Q: I have rigid bending scans at PBE0 level for two triatomics, with the last two angles hidden. How far do the known rows and symmetry take us towards 170° and 180°?

PySCF 2.14.0, PBE0/def2-TZVP with density fitting and a 28-electron core potential on Tc: rigid bending scans of singlet HNS (restricted; S central, S–H 1.42 Å, S–N 1.49 Å) and sextet Cl2Tc (unrestricted; Tc central, Tc–Cl 2.28 Å). Angle 2-1-3 is at the central atom, and E is relative to each molecule's relaxed structure.

```
angle 2-1-3, bonds fixed (°)  E HNS (kJ/mol)  E Cl2Tc (kJ/mol)  dipole HNS (D)  dipole Cl2Tc (D)
                          80           109.8             162.0            2.77              5.71
                          90            47.0             117.1            2.77              5.18
                         100            10.9              87.8            2.74              4.63
                         110             0.0              65.5            2.69              4.07
                         120            11.0              47.3            2.63              3.50
                         130            41.4              32.1            2.55              2.94
                         140            89.1              19.8            2.44              2.38
                         150           152.8              10.7            2.29              1.81
                         160           231.2               4.5            2.14              1.23
                         170               ?                 ?               ?                 ?
                         180               ?                 ?               ?                 ?
```

A: Begin with sizes. The angle θ in the first column is measured at the central atom, and E is the energy above each molecule's relaxed structure. The column headed HNS is H–S–N with sulfur in the middle, a higher isomer than the nitrogen-centred one. Opening it by 20° from its 110° minimum costs 41.4 kJ/mol, while bending Cl2Tc by 20° from linear costs 4.5 kJ/mol. The curvatures near the two minima are 0.219 and 0.0225 kJ/mol per deg², so H–S–N is about ten times stiffer. Room-temperature thermal energy, about 2.5 kJ/mol, bends the chloride by more than 10°.

Q: Why is one bent and stiff and the other straight and soft?

A: The table shows that it is so; the reason is a theoretical argument. H–S–N has 1 + 6 + 5 = 12 valence electrons. In the Walsh picture ten of them fill the levels of a linear triple-bonded molecule, and the last two enter the antibonding π* pair. Bending lets the in-plane π* orbital mix with a σ-type level involving hydrogen, which lowers it, and it holds the pair. With ten electrons that gain is absent and a molecule such as HCN is linear.

Cl2Tc is a sextet, formally Tc(II) d5. One electron in each d orbital makes a nearly spherical shell: bending raises some d levels and lowers others, and the sum hardly moves. What remains is the repulsion of two negative ligands, which favours 180° and is weak there. That occupation is untested, a d4s1 sextet is possible, and other spin states may lie lower.

Q: What does symmetry add?

A: Let δ = 180° − θ. Bending by +δ or −δ gives the same molecule turned over, so on one smooth electronic state E is even in δ and has zero slope at 180°. For Cl2Tc, take two equal charges q at bond length r from the metal. They are 2r sin(θ/2) apart, so relative to the linear molecule

E = A [1/sin(θ/2) − 1],  A = q²/(8πε0 r)

Since sin(θ/2) = cos(δ/2), the bracket is about δ²/8 for small δ in radians, an even function. One constant, A = 297 kJ/mol, fitted to all nine known rows, reproduces each within about 5 % of the table value. It is too high by 6.1 kJ/mol at 90° and too low between 120° and 150°.

Q: A corresponds to a charge of 0.99 e. Does that prove the ionic picture?

A: No, because the dipole disagrees. Two equal bond dipoles μ add to

dipole = 2μ cos(θ/2)

and the table's dipole divided by cos(θ/2) stays between 6.96 and 7.45 D while the dipole itself falls from 5.71 to 1.23 D. So the fall is mostly vector cancellation. Read as point charges, the ratio at 160° means 0.32 e, whose repulsion would supply only 0.49 of the 4.5 kJ/mol. The formula has the right shape, but its charge is not a measured cause, and most of the bending energy is left without a tested one. The formula also bears on the steep rise at small angles: the Cl···Cl distance is 2.93 Å at 80°, yet the curve already lies above the table from 80° to 110°, so the fit needs no extra term there; since A is only an effective constant, that does not show that close contact plays no part.

Q: Then work the Cl2Tc forecast.

A: Refit A on the four rows from 130° to 160°, nearest the target: 303 kJ/mol. At 170°, a row outside the fit, 1/sin 85° − 1 = 0.00382, and 303 × 0.00382 = 1.16 kJ/mol. A second form, c + aδ² + bδ⁴ through the last three rows, gives 0.90. The midpoint is 1.03, and half the spread plus an allowance for rounding gives ± 0.28. For the dipole, the 160° ratio of 7.08 D times cos 85° = 0.0872 gives 0.617 D, and letting the ratio keep drifting upward gives 0.625 D. At 180° the energy is the reference and the dipole vanishes by symmetry, so success there is no foresight; it only checks that the SCF stays on the same symmetric solution.

Q: H–S–N looks harder. The steps are still growing at 160°: 47.7, 63.7, 78.4 kJ/mol per 10°. How can the slope reach zero by 180°?

A: Treat the Walsh mixing as two levels, split by a gap at linearity and coupled in proportion to δ. The lower root gives

E = c + kδ² + pδ⁴ − g √(w² + δ²)

where the polynomial is the resistance of the other electrons, g is the coupling and w, set by gap over coupling, is the angular width of the rounded top. For δ much larger than w the last term is linear in δ and the curve heads for a cusp; it flattens only within about w of 180°. Five constants on nine rows trade against each other, so I bracket instead. The even quartic through the last three rows rounds early and lies low. A cubic continued through the last four never rounds and lies high. Their midpoints are 307 ± 17 and 370 ± 58 kJ/mol. For the dipole, two fixed bond dipoles fail, with errors up to 0.16 D against a rounding of 0.005 D, so charge moves as the molecule opens. I bracket it between an even quartic and a straight line through the last two rows.

Q: State the forecasts.

A: Cl2Tc energy: 0.75–1.3 kJ/mol at 170° and 0.0 ± 0.3 at 180°. Cl2Tc dipole: 0.60–0.64 D at 170° and 0.00–0.02 D at 180°. H–S–N energy: still rising, 290–325 kJ/mol at 170° and 310–430 at 180°, with the last step smaller than the one before. H–S–N dipole: still falling, 1.95–2.07 D at 170° and 1.80–2.03 D at 180°. The most likely miss is H–S–N at 180°, where the π* pair is degenerate and the SCF solution may change.

The withheld rows as computed:

```
angle 2-1-3, bonds fixed (°)  E HNS (kJ/mol)  E Cl2Tc (kJ/mol)  dipole HNS (D)  dipole Cl2Tc (D)
                         170           323.0               1.1            2.05              0.62
                         180           421.2               0.0            3.01              0.00
```

Q: Cl2Tc came out as forecast.

A: All four values did. The energy at 170° is 1.1 kJ/mol, 0.07 above the midpoint, which is little more than the rounding of 0.05. At two decimals the dipole of 0.62 D cannot tell a constant ratio from a drifting one, but the unrounded dipoles give a slightly larger ratio at 170° than at 160°, so the drift continues. The two zeros show no broken symmetry or changed solution at 180°.

Q: The H–S–N energies are inside their ranges too.

A: Inside, but both near the top, 0.9 of a bar above the midpoint, and the ranges were wide. The forecast about the steps failed: they are 91.8 and then 98.2 kJ/mol, so the last is the larger. The cubic tells the story. The changes between steps ran 17.3, 16.0, 14.7; continuing with 13.4 gives a step of 78.4 + 13.4 = 91.8 and an energy of 323.0 at 170°, the computed value to the last digit. The cubic's 426.9 at 180° is only 5.7 above the computed 421.2. There is no visible rounding at 170° and very little at 180°. The two-level fit to the nine known rows had in fact preferred widths of 0 to 5°; I did not trust it, and the midpoint gave early rounding too much weight.

Q: And the dipole at 180° is 3.01 D, where we said 1.80 to 2.03 and falling.

A: That is the large miss, 1.09 D above the midpoint or nine bars, and in the wrong direction. The 2.05 D at 170° was inside its range, though the step had shrunk from −0.15 to −0.09 D. Naming this row as the risky one gave neither sign nor size. What the numbers show is a rise of 3.01 − 2.05 = 0.96 D over 10°, after nine earlier steps with no rise and no fall beyond 0.15 D. The electron distribution changes strongly somewhere between 170° and 180°, and the shrinking step at 170° suggests the turn has already begun there; a 10° grid cannot show how the change is spread.

The two-level picture argues, in hindsight, that cusp and jump go together. For δ well above w the occupied orbital is a nearly fixed mixture of its σ-type and π* parents. At δ = 0 symmetry forbids the mixing only if the determinant keeps the symmetry of the linear molecule; an SCF solution may break it and keep part of the mixture, which leaves a true cusp, so the 180° row need not be a pure parent. If w is small, the energy loses only about g·w at the top: if the 180° row is on the same state and the cubic can be trusted that far, some 6 kJ/mol against a slope near 10 kJ/mol per degree would mean a width of the order of a degree or less. The orbital would then change fastest within about that width, with a tail falling off as w/δ over several degrees, and the dipole would follow it. The energy, which runs on from 170° almost as the cubic says, favours this rapid but continuous change on one solution over a jump to a different occupation, though the table cannot prove it; dipoles at 1° steps from 170°, and a 180° run with the symmetry imposed, would decide it and show whether the linear row has broken symmetry.

Q: Can I quote 421.2 kJ/mol as the barrier to linearity?

A: Only as the energy of this singlet determinant at fixed bonds. Relaxing the bonds can only lower it on the same state. Near-degenerate orbitals make one closed-shell determinant a poor description (with real orbitals, a pair in one π* component is a mixture of ¹Δ and ¹Σ⁺, and the cusp itself may be a product of the single determinant), and for two electrons in a degenerate π* pair Hund's rule puts a triplet below the singlet, so the rows from about 150° upward are less secure than those near 110°. In these two scans, evenness was a usable guide for Cl2Tc, whose steps shrink towards zero, and a poor one for H–S–N, whose steps were still growing 20° from linear and whose dipole could not be extrapolated to 180°. Two molecules do not make a rule, so a symmetric point is best computed and its orbitals checked. The printed analysis that follows lists the fits and residuals.

Output of the analysis:

```
rounding of table: 0.05 kJ/mol, 0.005 D; fitted angles (deg): 80 90 100 110 120 130 140 150 160
Cl2Tc E = A(1/sin(angle/2)-1): A = 297 kJ/mol, charge 0.99 e; 130-160 only: A = 303
  model minus table (kJ/mol): 3.3 6.1 3.0 0.2 -1.3 -1.4 -0.7 -0.2 0.1
  relative error (%): 2.0 5.2 3.5 0.3 -2.7 -4.2 -3.6 -1.9 2.0
  E/delta^2 (1e-3 kJ/mol/deg^2): 16.2 14.5 13.7 13.4 13.1 12.8 12.4 11.9 11.2 ; exponent 140-160: 2.14
  Cl...Cl distance (A): 2.93 3.22 3.49 3.74 3.95 4.13 4.28 4.40 4.49
Cl2Tc dipole/cos(angle/2) (D): 7.45 7.33 7.20 7.10 7.00 6.96 6.96 6.99 7.08
  charge from dipole at 160: 0.32 e, giving 0.49 of 4.5 kJ/mol
HSN energy steps per 10 deg: -62.8 -36.1 -10.9 11.0 30.4 47.7 63.7 78.4
  second differences: 26.7 25.2 21.9 19.4 17.3 16.0 14.7
curvature near minimum (kJ/mol/deg^2): HSN 0.219, Cl2Tc 0.0225, ratio 9.7
HSN two-level fit: width w = 0.0 deg, rms 0.14 kJ/mol, residuals 0.1 -0.3 0.2 0.1 -0.1 -0.1 0.0 0.0 -0.0
  w within 1.5 x best rms: 0.0 to 5.0 deg; predictions low 319 383, high 323 428
HSN fixed bond dipoles, mu^2 = a + b cos: residuals (D) 0.10 0.02 -0.04 -0.07 -0.09 -0.08 -0.04 0.05 0.16
HSN dipole steps (D): 0.00 -0.03 -0.05 -0.06 -0.08 -0.11 -0.15 -0.15
prediction = midpoint of two forms; bar = half their spread + allowance for rounding
E HSN (kJ/mol) at 170 180 deg: even quartic 291.4 313.7; cubic continuation 323.0 426.9
  170 deg: predicted 307.2 +- 16.8, computed 323.0, miss +15.8 (0.9 bars)
  180 deg: predicted 370.3 +- 57.6, computed 421.2, miss +50.9 (0.9 bars)
E Cl2Tc (kJ/mol) at 170 180 deg: even quartic 0.90 -0.28; repulsion curve 1.16 0.00
  170 deg: predicted 1.03 +- 0.28, computed 1.10, miss +0.07 (0.3 bars)
  180 deg: predicted 0.00 +- 0.30, computed 0.00, miss +0.00 (0.0 bars)
dipole HSN (D) at 170 180 deg: even quartic 2.03 1.99; straight line 1.99 1.84
  170 deg: predicted 2.01 +- 0.06, computed 2.05, miss +0.04 (0.6 bars)
  180 deg: predicted 1.92 +- 0.12, computed 3.01, miss +1.09 (9.3 bars)
dipole Cl2Tc (D) at 170 180 deg: constant ratio 0.617 0.000; drifting ratio 0.625 0.000
  170 deg: predicted 0.621 +- 0.019, computed 0.620, miss -0.001 (0.1 bars)
  180 deg: predicted 0.000 +- 0.015, computed 0.000, miss -0.000 (0.0 bars)
HSN computed steps beyond 160 deg (kJ/mol): 91.8 98.2
HSN two-level best fit 323.2 428.4 computed minus fit -0.2 -7.2
```
